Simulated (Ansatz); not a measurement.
# Direction dependence of the hole masses of germanium at Gamma, with and without spin-orbit coupling, from r2SCAN

The valence top of diamond-structure germanium is built from bonding combinations of the 4p orbitals of its two atoms. Three such orbitals are degenerate at Gamma when spin-orbit coupling is left out, and the degeneracy allows the hole mass to depend on direction. The question is how strongly it does so along [100], [110] and [111], and what spin-orbit coupling changes. Masses are given in units of the free-electron mass, and band depths are counted from the valence top. One row stands apart: without spin-orbit coupling the upper band along [110] has a mass of 1.550, against 0.213 along [100] and 0.502 along [111]. It looks like a numerical fault, but the symmetry of the p orbitals accounts for it.

## Systems and settings

Ge (diamond), space group 227, 2 atoms in the cell, a known phase, held at the measured lattice of a database entry (primitive vectors 4.001, 4.001, 4.001 angstrom) for every row; symmetry fixes all atomic positions. Ansatz 0.2.0 with its PAW potentials; plane waves, scalar-relativistic unless spin-orbit coupling is named, no spin polarisation, no Hubbard U. Functional r2SCAN; cutoffs 500 eV, self-consistent k mesh 14x14x14. Masses are central differences along each direction at 0.008 1/angstrom (0.03 where the band is too flat for the smaller step); with spin-orbit coupling each band is the mean of its spin pair. Kohn-Sham gaps 0.35 eV with and 0.44 eV without spin-orbit coupling.

Notes on method and selection:

- Semilocal Kohn-Sham gaps lie below measured gaps, and light masses that scale with the gap come out too small.
- With spin-orbit coupling the Luttinger form holds near Gamma: m_e/m = gamma1 -/+ 2 sqrt(gamma2^2 + 3 (gamma3^2 - gamma2^2) K) for heavy and light holes, K being the cubic invariant. Without it the three bands are sorted by energy along each direction.
- Runs that did not converge, have known faults, used another set of PAW files or may not be shown are not listed.

Columns:

- cubic invariant: cubic invariant of the direction, x^2 y^2 + y^2 z^2 + z^2 x^2 of the unit vector.
- depth at Gamma (eV): depth of the band at Gamma below the valence top.
- inverse mass: inverse hole mass along the direction, free-electron mass over hole mass.
- hole mass (m_e): hole mass along the direction, in free-electron masses.

## Table of results

| member | band | cubic invariant | depth at Gamma (eV) | inverse mass | hole mass (m_e) |
| --- | --- | --- | --- | --- | --- |
| [100] | heavy hole, with spin-orbit coupling | 0.000 | 0.000 | 5.10 | 0.196 |
| [110] | heavy hole, with spin-orbit coupling | 0.250 | 0.000 | 2.74 | 0.365 |
| [111] | heavy hole, with spin-orbit coupling | 0.333 | 0.000 | 2.02 | 0.496 |
| [100] | light hole, with spin-orbit coupling | 0.000 | 0.000 | 42.19 | 0.024 |
| [110] | light hole, with spin-orbit coupling | 0.250 | 0.000 | 44.25 | 0.023 |
| [111] | light hole, with spin-orbit coupling | 0.333 | 0.000 | 45.05 | 0.022 |
| [100] | split-off hole, with spin-orbit coupling | 0.000 | 0.288 | 14.16 | 0.071 |
| [110] | split-off hole, with spin-orbit coupling | 0.250 | 0.288 | 14.22 | 0.070 |
| [111] | split-off hole, with spin-orbit coupling | 0.333 | 0.288 | 14.25 | 0.070 |
| [100] | upper band, without | 0.000 | 0.000 | 4.69 | 0.213 |
| [110] | upper band, without | 0.250 | 0.000 | 0.65 | 1.550 |
| [111] | upper band, without | 0.333 | 0.000 | 1.99 | 0.502 |
| [100] | middle band, without | 0.000 | 0.000 | 4.69 | 0.213 |
| [110] | middle band, without | 0.250 | 0.000 | 4.69 | 0.213 |
| [111] | middle band, without | 0.333 | 0.000 | 1.99 | 0.502 |
| [100] | lower band, without | 0.000 | 0.000 | 48.54 | 0.021 |
| [110] | lower band, without | 0.250 | 0.000 | 52.63 | 0.019 |
| [111] | lower band, without | 0.333 | 0.000 | 53.76 | 0.019 |

## Why the values move as they do

With spin-orbit coupling, the inverse mass of the heavy hole falls from 5.10 along [100] to 2.74 along [110] and 2.02 along [111], while that of the light hole rises from 42.19 to 45.05. The Luttinger constants follow from [100] and [111]: $\gamma_2$ = (42.19 − 5.10)/4 = 9.27, $\gamma_3$ = (45.05 − 2.02)/4 = 10.76, and, as the mean of the four values, $\gamma_1$ = (5.10 + 42.19 + 2.02 + 45.05)/4 = 23.59. They give about 2.8 for the heavy hole along [110], close to the tabulated 2.74. Direction enters this form only through the cubic invariant $K$.

Without spin-orbit coupling, a straight line in $K$ between 4.69 and 1.99 would put the upper band along [110] at about 2.7, far from the tabulated 0.65. But three p orbitals without spin follow a different form, with three constants: $L$ for an orbital pointing along a cubic axis parallel to $\mathbf{k}$, $M$ for one across it, and $N$ for the coupling between orbitals. The heavy pair along [111] has the inverse mass $h = (L+2M-N)/3$, and the upper band along [110] has

$$\frac{L+M-N}{2} = \frac{3h-M}{2}.$$

With $h$ = 1.99 and $M$ = 4.69 this is (3 × 1.99 − 4.69)/2 = 0.64, which means a mass near 1/0.64 = 1.56, in agreement with the tabulated 1.550.

The mechanism is a lost coupling. The s-like conduction state repels only the p orbital along $\mathbf{k}$ and makes that band light. Orbitals across $\mathbf{k}$ owe much of their curvature to antibonding p-like conduction states. The combination $p_x - p_y$ along [110] lies across $\mathbf{k}$, so the s-like state does not repel it, and the couplings of its $p_x$ and $p_y$ parts to the antibonding p-like state cancel each other. This leaves the band nearly flat.

## Where the trend breaks

The light hole has a smaller inverse mass along [100] with spin-orbit coupling (42.19) than without (48.54), although the gap is smaller. Only two thirds of its character is the p orbital along $\mathbf{k}$. Scaling that part with the inverse gap gives (2 × 48.54 × 0.44/0.35 + 4.69)/3 = 42.2, as tabulated.

The inverse mass of the heavy hole along [100] rises from 4.69 to 5.10 when the coupling is switched on. Shifts of the higher conduction states are a possible cause. The split-off hole is almost isotropic, at 14.16 to 14.25.

## Suspects and checks

The first physical suspect is the missing spin-orbit coupling. It mixes the two orbitals across $\mathbf{k}$ about equally, so the heavy hole should have roughly the mean of their inverse masses. Along [110] this is (0.65 + 4.69)/2 = 2.67, against 2.74 with the coupling; along [100] it is 4.69 against 5.10, and along [111] 1.99 against 2.02. The mean miss is 0.17, while the three heavy-hole values scatter by about 1.2 on average about their mean. The suspect therefore has the right sign and size.

A sorting error is unlikely, since the middle band along [110] repeats the 4.69 of [100], as symmetry requires.

The finite-difference step is the main numerical suspect. With $E = (\hbar^2/2m_e)k^2$ times the inverse mass, and a prefactor of roughly 3.8 eV Å$^2$, raising 0.65 to 2.74 would take an energy error of about 0.5 meV at the step of 0.008 1/Å, or 7 meV at 0.03 1/Å. The set-up does not say which step served this row. An error of 0.01 meV would shift the inverse mass by about 0.04 at the smaller step and 0.003 at the larger.

Three checks follow, cheapest first.

1. Read the same row from the existing PBE run, in which the gap without spin-orbit coupling almost closes. A nearly unchanged flat band beside much lighter light holes would support the symmetry account; a large change in the flat band would speak against it.
2. Recompute the [110] energies at fixed density with several steps. An inverse mass that drifts with the step would point to noise or to higher powers of $k$; a steady one would clear the step.
3. Add the direction [112], which has the same $K$ = 0.250 as [110]. Without spin-orbit coupling the three-orbital form puts its middle band at (4.69 + 1.99)/2 = 3.34, whereas dependence on $K$ alone would repeat 4.69. With the coupling, the heavy-hole masses of the two directions should agree.

## Conclusions

Near Gamma, for hole energies well below the 0.288 eV splitting, the heavy-hole mass grows from [100] to [111] and follows the cubic invariant. Without spin-orbit coupling that rule fails, and the very heavy [110] band should not be used for holes near the band edge.

The largest remaining error is the gap. Germanium is known to have its conduction minimum at L, but here it lies at Gamma, a sign that the direct gap is too small. Semilocal gaps are commonly short by some tens of percent, as a rough size, and the light-hole masses are then too small by a similar share. Their inverse masses vary with direction by only 7 percent (45.05/42.19 = 1.07). The heavy holes, which barely couple to the s-like state, should suffer much less.
